Electron affinities (energy to remove the anion's electron) for periods 1 to 3, from total energies in PySCF 2.14.0 with aug-cc-pVQZ-DK, spin-free X2C one-electron Hamiltonian and Gaussian nucleus. HF uses one real unrestricted determinant at highest spin; MP2 and SCS-MP2 correlate only the valence electrons. The spin-orbit correction (lowest level to lowest level) is not included in them.

```
species   Z  electrons  configuration  final configuration  frozen electrons, valence  HF (eV)  MP2 valence (eV)  SCS-MP2 valence (eV)  first-order spin-orbit correction (eV)  tabulated (eV)  kind of the tabulated value
     H-   1          2            1s2                  1s1                          0    -0.33              0.47                  0.63                                    0.00        0.754195                     measured
    Li-   3          4       [He] 2s2             [He] 2s1                          2    -0.12              0.36                  0.46                                    0.00        0.618049                     measured
     B-   5          6   [He] 2s2 2p2         [He] 2s2 2p1                          2    -0.31              0.22                  0.07                                    0.00        0.279723                     measured
     C-   6          7   [He] 2s2 2p3         [He] 2s2 2p2                          2     0.45              1.28                  0.99                                    0.00         1.26212                     measured
     F-   9         10           [Ne]         [He] 2s2 2p5                          2     1.17              3.70                  3.53                                   -0.02         3.40119                     measured
    Al-  13         14   [Ne] 3s2 3p2         [Ne] 3s2 3p1                         10     0.01              0.37                  0.27                                    0.00         0.43283                     measured
    Si-  14         15   [Ne] 3s2 3p3         [Ne] 3s2 3p2                         10     0.84              1.40                  1.22                                   -0.02         1.38952                     measured
     P-  15         16   [Ne] 3s2 3p4         [Ne] 3s2 3p3                         10    -0.33              0.53                  0.62                                    0.01        0.746607                     measured
     S-  16         17   [Ne] 3s2 3p5         [Ne] 3s2 3p4                         10     0.87              2.01                  2.02                                    0.00          2.0771                     measured
    Cl-  17         18           [Ar]         [Ne] 3s2 3p5                         10     2.35              3.71                  3.62                                   -0.04         3.61273                     measured
```

## Reading the columns

A positive affinity means that the anion lies below the neutral atom plus a free electron. HF is unrestricted Hartree–Fock, MP2 adds second-order correlation of the valence electrons, and SCS-MP2 rescales the two spin parts of that correlation. The tabulated values are measured and run from ground level to ground level, while the computed energies are spin-free. Every error below is therefore method plus spin-orbit correction minus tabulated value, uncertain by up to 0.01 eV from rounding.

The correction lowers the affinity when spin-orbit coupling stabilises the ground level of the neutral atom and the anion has no first-order splitting (Cl, −0.04 eV). It raises the affinity in the reverse case (P, +0.01 eV). SCS-MP2 for Cl reads 3.62 eV against a tabulated 3.61 eV, but with the correction it is 3.58 eV, so the near match is partly accidental.

## Hartree–Fock underbinds every anion

HF is too low in all ten rows, by 0.42 eV (Al) to 2.25 eV (F). The anion has more electron pairs than the atom, a mean field overestimates the repulsion within pairs, and so the error does not cancel in the difference. The amount "needed" from correlation is the tabulated value minus the spin-orbit correction minus HF.

A negative HF affinity is the plainest sign of failure, and it appears for H⁻, Li⁻, B⁻ and P⁻, all bound in measurement. The H⁻ and Li⁻ entries are compact closed-shell solutions, and at HF level an atom plus a detached electron lies lower. Whether the basis is what holds the extra electron of B⁻ and P⁻ is untested.

The step from Si to P shows which pairs matter. In Si⁻ the added electron enters an empty 3p orbital and gains exchange with two parallel 3p electrons. In P⁻ it must share an orbital and has no parallel 3p partner. The drop is real, 0.67 eV in the measured values once spin-orbit is removed, but HF makes it 1.17 eV. HF treats exchange exactly and keeps parallel electrons apart through the Fermi hole, while two opposite spins in one orbital get no such protection. The needed correlation accordingly rises by 0.50 eV from Si to P.

A count describes this well in the third period. A least-squares fit to Al–Cl gives 0.49 eV for a partner in the same orbital plus 0.14 eV for each other valence electron, with an rms miss of 0.02 eV. A count of opposite-spin and same-spin pairs fits these five rows equally well, so the constants are not pair energies. For H to F the partner count is the better of the two but misses H by −0.15 and Li by +0.20 eV. The border between "HF" and "correlation" also depends on the determinant: unrestricted, non-spherical solutions for open p shells lie up to some tenths of an eV below restricted ones, which lowers the HF affinity when only the neutral atom is open-shell, as for F and Cl.

## MP2 errs in both directions

The mean MP2 error is only −0.06 eV, but this averages −0.28 eV (H) with +0.28 eV (F). In these ten rows the fraction of the needed correlation that MP2 recovers falls into two groups by the HF column. The five rows in which HF is negative or almost zero (H, Li, B, Al, P) recover 65 to 90 %. The five that HF clearly binds recover 94 to 112 %. The fraction also rises along each run of equal pairing: B to C, Al to Si, and P to S to Cl. The HF value is not the cause of the grouping. B has a lower HF affinity than Al yet recovers more (90 against 85 %), and C and F likewise recover more than Si and Cl (102 against 98, 112 against 104 %). Oxygen, for which no run was made, may break the grouping: HF is expected to leave O⁻ unbound and MP2 to land close to measurement, but neither value is computed here. In eV the split is less sharp, since S (−0.07) is as far off as B and Al (−0.06).

H and Li are the cleanest cases. With the frozen cores listed, the neutral atoms have one correlated electron, so the MP2 gain over HF is the correlation energy of a single pair: 0.80 eV for H⁻, where 1.08 eV is needed. Theory gives a reason for the shortfall. MP2 divides each squared coupling by a difference of orbital energies, and an HF virtual orbital feels all the electrons and no hole left behind. These denominators exceed the true cost of the excitation, and higher orders must repair this. The defect weighs most when the excitation is cheap, as for a diffuse pair or for 2s² → 2p² in Li⁻, the row with the lowest recovery. The table holds no higher-order value for these two rows, and an exact solution for the single pair is not among the outputs either. That basis size and the frozen 1s shell of Li are the smaller part of the shortfall is therefore expected, but not shown here.

CCSD(T) results of the same calculation, less well vetted than the table, separate these effects for C, Si, P, S and Cl. With spin-orbit added they lie 0.01 to 0.06 eV below measurement, which gauges what the finite basis, the frozen core and still higher orders leave out together. For P, MP2 is 0.15 eV below CCSD(T), so most of its −0.21 eV error is the truncation at second order. For C and Cl, MP2 lies above CCSD(T), by 0.05 and about 0.1 eV. The small MP2 error for C (+0.02 eV) is thus an overshoot offset by the common shortfall, and no sign of a better treatment. F has no CCSD(T) entry among these outputs, so an overshoot there is only inferred from the MP2 error of +0.28 eV against measurement. The too-large denominators are present in these anions too and push the other way, so the overshoot needs a second defect that outweighs them. A likely one is that second order adds the pairs up as if they were independent, which costs most in a compact and crowded shell. That cause is not shown here.

## Why SCS helps some rows and harms others

Write the MP2 gain over HF as $g = \mathrm{OS} + \mathrm{SS}$, the opposite-spin and same-spin parts. With the standard empirical factors the SCS gain is $1.2\,\mathrm{OS} + \mathrm{SS}/3$. The two columns then fix both parts, and with the same-spin share $s = \mathrm{SS}/g$,

$$\mathrm{SCS} - \mathrm{MP2} = g\,(0.2 - 0.867\,s).$$

SCS raises the affinity when $s$ is below $0.2/0.867 = 23\,\%$ and lowers it otherwise. This is algebra built into the method, as is $s = 0$ for H and Li, which only confirms the factors. The physical question is what sets $s$.

The added electron forms $n_{os}$ new opposite-spin and $n_{ss}$ new same-spin pairs with the valence electrons. Up to p³ it enters parallel, with $n_{os} = 1$ (one s electron) and $n_{ss} = 2$ or 3. Beyond p³ it enters with minority spin, with $n_{os} = 4$ and $n_{ss} = 1$, 2, 3 for p⁴, p⁵, p⁶. Giving a same-spin pair the relative weight $w$,

$$s = \frac{w\,n_{ss}}{w\,n_{ss} + n_{os}}.$$

Before any fit, atoms with equal counts have nearly equal shares: 56 and 55 % for B and Al, 63 and 60 % for C and Si, 31 % for both F and Cl, although the gain of F is almost twice that of Cl. Minimising the rms miss in $s$ over the eight p-block rows gives $w = 0.58$ and a miss of 1.6 percentage points, most of which remains when unrounded energies are used. The bare count, $w = 1$, misses by 11.8 points.

Carbon, one of the fitted rows, works out as follows. The gain is $1.28 - 0.45 = 0.83$ eV. With $n_{ss} = 3$ and $n_{os} = 1$, $s = 1.74/2.74 = 0.635$. The shift is $0.83\,(0.2 - 0.867 \times 0.635) = -0.29$ eV, and the table gives $0.99 - 1.28 = -0.29$ eV. The largest miss is Si, at −0.20 against −0.18 eV.

A weight below one is what the Fermi hole suggests, since parallel electrons already avoid each other in HF and have less to gain. The value 0.58 is nevertheless no ratio of pair energies. The gain also contains the change of all existing pairs as the orbitals expand, and the loss of excitations into the orbital that the new electron fills. These terms need not be small. In B and C the old opposite-spin pairs may lose part of what the new one brings, which would lift the share above that of the new pairs alone, but no pair energies are available here to test this. The count with one weight is thus a compact fit that absorbs these changes, and it does not show that the new pairs alone set the share.

The failure of SCS follows. In B, C, Al and Si more than half the gain is same-spin, and SCS discards two thirds of that part. MP2 was within 0.06 eV there, and SCS falls 0.16 to 0.27 eV short, recovering only 61 to 67 % of the need. For H, Li and P the gain is mostly or wholly opposite-spin and MP2 was low, so the factor 1.2 helps. For F and Cl the share is above break-even and MP2 was high, so the cut helps. S sits at 22 %, and its two values differ by 0.01 eV, too little to rank. The mean absolute errors, 0.13 eV for MP2 and 0.14 eV for SCS, hide this redistribution. The count would place O⁻ with S⁻, near break-even, a prediction not tested here.

## No pair of factors repairs the series

A least-squares fit of both factors to the needed correlation of all ten rows leaves an rms error of 0.14 eV, against 0.17 for MP2 and 0.16 for SCS. F stays 0.24 eV high while eight rows stay low. The demands conflict. H and Li, with no same-spin part, would need opposite-spin factors of 1.36 and 1.54. At 1.2, the same-spin factor would have to be 0.85 for C and 0.19 for F, two atoms of one period in the same kind of basis. These factors absorb basis and core effects too, but a shortfall of the size seen in the five CCSD(T) rows is too small to close such a gap. The error of second order depends on the state of the anion, and a fixed factor per spin channel carries no information on it.

## Working rule

Add the spin-orbit correction before comparing with measurement, then look at HF and at the count. Where HF binds the anion barely or not at all, MP2 came out low in every such row here, by 0.06 to 0.28 eV. This is a warning sign only, since O⁻, not computed here, may not follow it. Where the added electron closes the p shell, it came out high. SCS lowers the affinity once $n_{ss}/n_{os}$ exceeds about one half, which is harmful when the electron enters parallel to a p shell that is less than half full. Agreement of MP2 with SCS, as for S, signals only a share near 23 %, so accuracy has to be judged against a higher-order method.
